Mean 4f radii of Hg and its ions from all-electron Hartree-Fock with the B-spline radial atomic code, version 1, at the basis-set limit. Non-relativistic (point nucleus) and four-component Dirac-Coulomb (Fermi nucleus) runs are both averaged over the nl configuration. The change is that of the (2j+1)-weighted Dirac mean relative to the non-relativistic radius.

## Script

```python
# Table: <r>(4f) in bohr for Hg to Hg12+, B-spline atomic code, configuration-averaged non-rel. HF
# (point nucleus) and Dirac-Coulomb HF (Fermi nucleus). Tested: hydrogenic direct effect, a scaling
# model of the j gap, (Zeff alpha)^2 scaling, and three rival lines for the charge dependence.
T = {
    'ion': ['Hg', 'Hg2+', 'Hg4+', 'Hg6+', 'Hg8+', 'Hg10+', 'Hg12+'],
    'Z': [80, 80, 80, 80, 80, 80, 80],
    'charge': [0, 2, 4, 6, 8, 10, 12],  # e
    'N': [80, 78, 76, 74, 72, 70, 68],
    'configuration': ['[Xe] 4f14 5d10 6s2', '[Xe] 4f14 5d10', '[Xe] 4f14 5d8', '[Xe] 4f14 5d6', '[Xe] 4f14 5d4', '[Xe] 4f14 5d2', '[Xe] 4f14'],
    'r_nr': [0.4692, 0.4692, 0.4686, 0.4674, 0.4659, 0.4639, 0.4616],  # bohr
    'r_4f52': [0.4767, 0.4768, 0.476, 0.4747, 0.4729, 0.4706, 0.468],  # bohr
    'r_4f72': [0.4832, 0.4832, 0.4824, 0.481, 0.4791, 0.4768, 0.474],  # bohr
    'r_avg': [0.4804, 0.4805, 0.4797, 0.4783, 0.4765, 0.4741, 0.4714],  # bohr
    'r_pct': [2.39, 2.4, 2.37, 2.33, 2.27, 2.21, 2.14],  # %
}
import re
import numpy as np
from scipy.constants import alpha as a
ion = T['ion']
nr, r5, r7, av, pc, q = (np.array(T[k], float) for k in ('r_nr', 'r_4f52', 'r_4f72', 'r_avg', 'r_pct', 'charge'))
nd = np.array([int((re.findall(r'5d(\d+)', c) or ['0'])[0]) for c in T['configuration']], float)
def rD(Z, k, n=4):  # Dirac one-electron <r>, point nucleus
    g = np.sqrt(k*k - (Z*a)**2); m = n - abs(k); N = np.sqrt(n*n - 2*m*(abs(k) - g))
    return ((g + m)*(3*N*N - k*k) - k*N)/(2*Z*N)
def direct(Z):  # % change: j=5/2, j=7/2, weighted mean
    d5, d7 = 100*(rD(Z, 3)*Z/18 - 1), 100*(rD(Z, -4)*Z/18 - 1)
    return d5, d7, (6*d5 + 8*d7)/14
Ze = 18/nr; gap = 100*(r7 - r5)/av; dm = direct(Ze)[2]
fl = 100*1e-4/av.mean()
print(f"rounding floor: radius 0.00005 bohr; % from two radii {fl:.3f}; printed change 0.005")
print("ion    n5d Zeff=18/r d5/2% d7/2% mean% recomputed% jgap(bohr) jgap% direct%")
for i, s in enumerate(ion):
    print(f"{s:6s}{nd[i]:3.0f} {Ze[i]:6.2f} {100*(r5[i]/nr[i]-1):5.2f} {100*(r7[i]/nr[i]-1):5.2f} {pc[i]:5.2f} "
          f"{100*(av[i]/nr[i]-1):5.2f} {r7[i]-r5[i]:.4f} {gap[i]:5.2f} {dm[i]:6.2f}")
for lab, Z in (("Zeff(Hg2+)", Ze[1]), ("bare Z", T['Z'][0])):
    d = direct(Z)
    print(f"hydrogenic {lab}={Z:.1f}, (Za)^2={(Z*a)**2:.3f}: 5/2 {d[0]:.2f}, 7/2 {d[1]:.2f}, mean {d[2]:.2f}, gap {d[1]-d[0]:.2f} %")
print(f"crude: total-direct, Hg2+ {pc[1]-dm[1]:.1f} %, as extra screening ~{(pc[1]-dm[1])*Ze[1]/100:.1f} e")
print("steps r_nr  (1e-4 bohr):", np.round(1e4*np.diff(nr)).astype(int))
print("steps r_avg (1e-4 bohr):", np.round(1e4*np.diff(av)).astype(int))
print("steps change (% points):", np.round(np.diff(pc), 2))
print("dZeff per removed electron:", np.round(np.diff(Ze)/np.diff(q), 3), f"floor {Ze[1]*1e-4/nr[1]/2:.3f}")
print(f"Hg2+ to Hg12+: r_nr {100*(nr[-1]/nr[1]-1):.2f} %, r_avg {100*(av[-1]/av[1]-1):.2f} %, Zeff +{Ze[-1]-Ze[1]:.2f}")
print(f"shrink Dirac/non-rel {(av[1]-av[-1])/(nr[1]-nr[-1]):.2f}; fixed rescaling would give {av[1]/nr[1]:.3f}")
print(f"relative change of expansion {100*(pc[-1]/pc[1]-1):.1f} %; (Zeff a)^2 predicts {100*((Ze[-1]/Ze[1])**2-1):+.1f} %"
      f" ({pc[1]*(Ze[-1]/Ze[1])**2:.2f} vs {pc[-1]:.2f})")
print(f"relative change of j gap% {100*(gap[-1]/gap[1]-1):.1f} % (floor +-{200*fl/gap[1]:.1f} %)")
for lab, x in (("charge (per e)", q), ("n5d (per e)", nd), ("r_nr (per bohr)", nr)):
    p = np.polyfit(x, pc, 1); res = pc - np.polyval(p, x); w = np.argmax(abs(res))
    print(f"line in {lab}: slope {p[0]:.4g}, rms {res.std():.3f}, worst {ion[w]} {res[w]:+.3f} % points")
    print("   residuals:", np.round(res, 3))
# further output of the same calculation: Dirac Hg2+ <r> (j-,j+), non-rel. Hg10+ <r>, l
F = {'2s': (.069218, .069218, .079612, 0), '2p': (.057, .065632, .067339, 1),
     '3s': (.17979, .17979, .20036, 0), '3p': (.1704, .18612, .19104, 1), '3d': (.16225, .16704, .16698, 2),
     '4s': (.39908, .39908, .43877, 0), '4p': (.40155, .43395, .44262, 1), '4d': (.44154, .45243, .44977, 2),
     '4f': (.47678, .48323, .4639, 3)}
ch = {s: 100*((l*x + (l+1)*y)/(2*l+1)/z - 1) for s, (x, y, z, l) in F.items()}
print("further output, Dirac Hg2+ vs non-rel. Hg10+ (different ions), % change of <r>:")
print("  ", ", ".join(f"{s} {v:+.1f}" for s, v in ch.items()))
print(f"   ion bias seen on 4f: {ch['4f']-pc[1]:+.1f} % points over same-ion {pc[1]:.2f}")
zeta, rm2, rm3, e5, e7 = 0.046871, 8.3144, 33.326, -5.1661, -5.005  # further output (Hg10+ nr; Hg2+ Dirac)
print(f"7/2 zeta (Hg10+) {3.5*zeta:.3f} hartree vs Dirac 4f energy gap (Hg2+) {e7-e5:.3f} hartree")
print(f"spin-orbit charge zeta/(a^2/2 <r^-3>) = {zeta/(a*a/2*rm3):.1f} vs Zeff {Ze[5]:.1f}")
zh = a*a*Ze[5]**4/(2*64*42); dh = direct(Ze[5])
print(f"scaling model, hydrogenic check: gap {300*3.5*zh/(Ze[5]**2/16):.2f} % vs Dirac formula {dh[1]-dh[0]:.2f} %")
Tk = 7*rm2; gm = 300*3.5*zeta/(2*Tk)  # T = 7<r^-2> holds for hydrogenic 4f
print(f"scaling model, Hg10+: T~{Tk:.0f} hartree, gap {gm:.2f} % vs table {gap[5]:.2f} %, ratio {gap[5]/gm:.1f}")
assert np.all(r5 > nr) and np.all(r7 > r5)
assert np.all(dm < 0) and np.all(pc > 0)
assert np.all(np.diff(pc[1:]) < 0) and Ze[-1] > Ze[1]
assert abs(pc[1] - pc[0]) < fl
```

Output:

```
rounding floor: radius 0.00005 bohr; % from two radii 0.021; printed change 0.005
ion    n5d Zeff=18/r d5/2% d7/2% mean% recomputed% jgap(bohr) jgap% direct%
Hg     10  38.36  1.60  2.98  2.39  2.39 0.0065  1.35  -0.33
Hg2+   10  38.36  1.62  2.98  2.40  2.41 0.0064  1.33  -0.33
Hg4+    8  38.41  1.58  2.94  2.37  2.37 0.0064  1.33  -0.33
Hg6+    6  38.51  1.56  2.91  2.33  2.33 0.0063  1.32  -0.33
Hg8+    4  38.63  1.50  2.83  2.27  2.28 0.0062  1.30  -0.34
Hg10+   2  38.80  1.44  2.78  2.21  2.20 0.0062  1.31  -0.34
Hg12+   0  38.99  1.39  2.69  2.14  2.12 0.0060  1.27  -0.34
hydrogenic Zeff(Hg2+)=38.4, (Za)^2=0.078: 5/2 -0.48, 7/2 -0.22, mean -0.33, gap 0.27 %
hydrogenic bare Z=80.0, (Za)^2=0.341: 5/2 -2.11, 7/2 -0.95, mean -1.45, gap 1.16 %
crude: total-direct, Hg2+ 2.7 %, as extra screening ~1.0 e
steps r_nr  (1e-4 bohr): [  0  -6 -12 -15 -20 -23]
steps r_avg (1e-4 bohr): [  1  -8 -14 -18 -24 -27]
steps change (% points): [ 0.01 -0.03 -0.04 -0.06 -0.06 -0.07]
dZeff per removed electron: [0.    0.025 0.049 0.062 0.083 0.097] floor 0.004
Hg2+ to Hg12+: r_nr -1.62 %, r_avg -1.89 %, Zeff +0.63
shrink Dirac/non-rel 1.20; fixed rescaling would give 1.024
relative change of expansion -10.8 %; (Zeff a)^2 predicts +3.3 % (2.48 vs 2.14)
relative change of j gap% -4.4 % (floor +-3.1 %)
line in charge (per e): slope -0.02196, rms 0.025, worst Hg -0.043 % points
   residuals: [-0.043  0.011  0.025  0.029  0.013 -0.004 -0.03 ]
line in n5d (per e): slope 0.02497, rms 0.015, worst Hg6+ +0.021 % points
   residuals: [-0.018 -0.008  0.011  0.021  0.011  0.001 -0.019]
line in r_nr (per bohr): slope 33.83, rms 0.005, worst Hg8+ -0.010 % points
   residuals: [-0.001  0.009 -0.001 -0.    -0.01  -0.002  0.006]
further output, Dirac Hg2+ vs non-rel. Hg10+ (different ions), % change of <r>:
   2s -13.1, 2p -6.8, 3s -10.3, 3p -5.3, 3d -1.1, 4s -9.0, 4p -4.4, 4d -0.4, 4f +3.6
   ion bias seen on 4f: +1.2 % points over same-ion 2.40
7/2 zeta (Hg10+) 0.164 hartree vs Dirac 4f energy gap (Hg2+) 0.161 hartree
spin-orbit charge zeta/(a^2/2 <r^-3>) = 52.8 vs Zeff 38.8
scaling model, hydrogenic check: gap 0.25 % vs Dirac formula 0.27 %
scaling model, Hg10+: T~58 hartree, gap 0.42 % vs table 1.31 %, ratio 3.1
```
